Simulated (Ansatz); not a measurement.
All numbers below come from DFT PBE, scalar-relativistic, plane waves, PAW (Ansatz 0.2.0). Settings: cutoff 420 eV, Γ-centred meshes spaced at most about 0.3 Å⁻¹, and about 0.25 Å⁻¹ or finer for metals (2π included), Gaussian smearing. No spin polarisation in the final relaxations.

All energies are static (0 K, no zero-point motion).

Compare these two cells of InSe5, each relaxed at this level.

A. Space group P4/mmm (No. 123), tetragonal, a = 4.183 Å, c = 9.621 Å. Around In lie 6 Se at 2.96–3.03 Å; around Se on a site of symmetry mmm lie 4 Se at 2.75 Å and 4 Se at 2.96 Å; Se on a site of symmetry 4mm has 4 Se at 2.75 Å and 1 In at 3.03 Å; Se on a site of symmetry 4/mmm is surrounded by 4 In at 2.96 Å.

B. Space group P6/mmm (No. 191), hexagonal, a = 7.174 Å, c = 3.651 Å. In is surrounded by 2 In at 3.65 Å and 18 Se at 4.02–4.14 Å; Se on a site of symmetry -6m2 is surrounded by 6 Se at 2.76 Å, 2 Se at 3.65 Å, 3 In at 4.14 Å and 3 Se at 4.14 Å; around Se on a site of symmetry mmm lie 4 Se at 2.76 Å, 6 Se at 3.59–3.65 Å and 4 In at 4.02 Å.

Question: Which is lower in energy, and by how much?

Answer: They are level within the accuracy (under 1 meV/atom apart). A has space group P4/mmm (No. 123), 28.1 Å³/atom and no gap on its mesh; B has space group P6/mmm (No. 191), 27.1 Å³/atom and no gap. Counting Se atoms around In (those within 1.25 times the shortest such distance or 1.15 times the sum of covalent radii, 1.27 where that leaves under three; the shortest distance is added where it exceeds 1.18 times the sum of covalent radii), A has In 6 and B has In 18 from 4.0 Å. Even the lower one lies +0.23 eV/atom against the reference forms of the elements (uncorrected), so neither is stable at this level. Both come from invented guesses. A third cell relaxed alike, in P-62m, lies 59 meV/atom below the lower of the two.

For metals, differences of a few meV/atom aren't resolved. In P4/mmm, P6/mmm an odd number of electrons in the primitive cell allows no gap without spin; a larger cell or a magnetic state could open one. A magnetic state wasn't ruled out in cells without spin, among them P4/mmm. Cells relaxed within their symmetry can be saddle points.

The near-degeneracy of A and B does not reflect similar bonding. In A, indium keeps six selenium neighbours, though at distances long for In–Se bonds. In B it sits in a wide selenium cage, where the 18 contacts are too long to count as bonds. Both cells also lack the short two-centre bonds of elemental selenium, in which each atom forms two bonds and keeps its lone pairs. The stretched Se–Se contacts, shared among four or more neighbours, suggest delocalised, electron-rich bonding. Together with the poor In–Se bonding, this probably explains why both lie above the elements, although indium and selenium are known to form stable compounds of lower selenium content.

With the energies level, the smaller volume of B should favour it over A under modest compression. The lower-lying P-62m cell shows that neither is the ground state at this composition. Its space group is a subgroup of P6/mmm, so it could be a distorted form of B, but the data given do not establish that link.
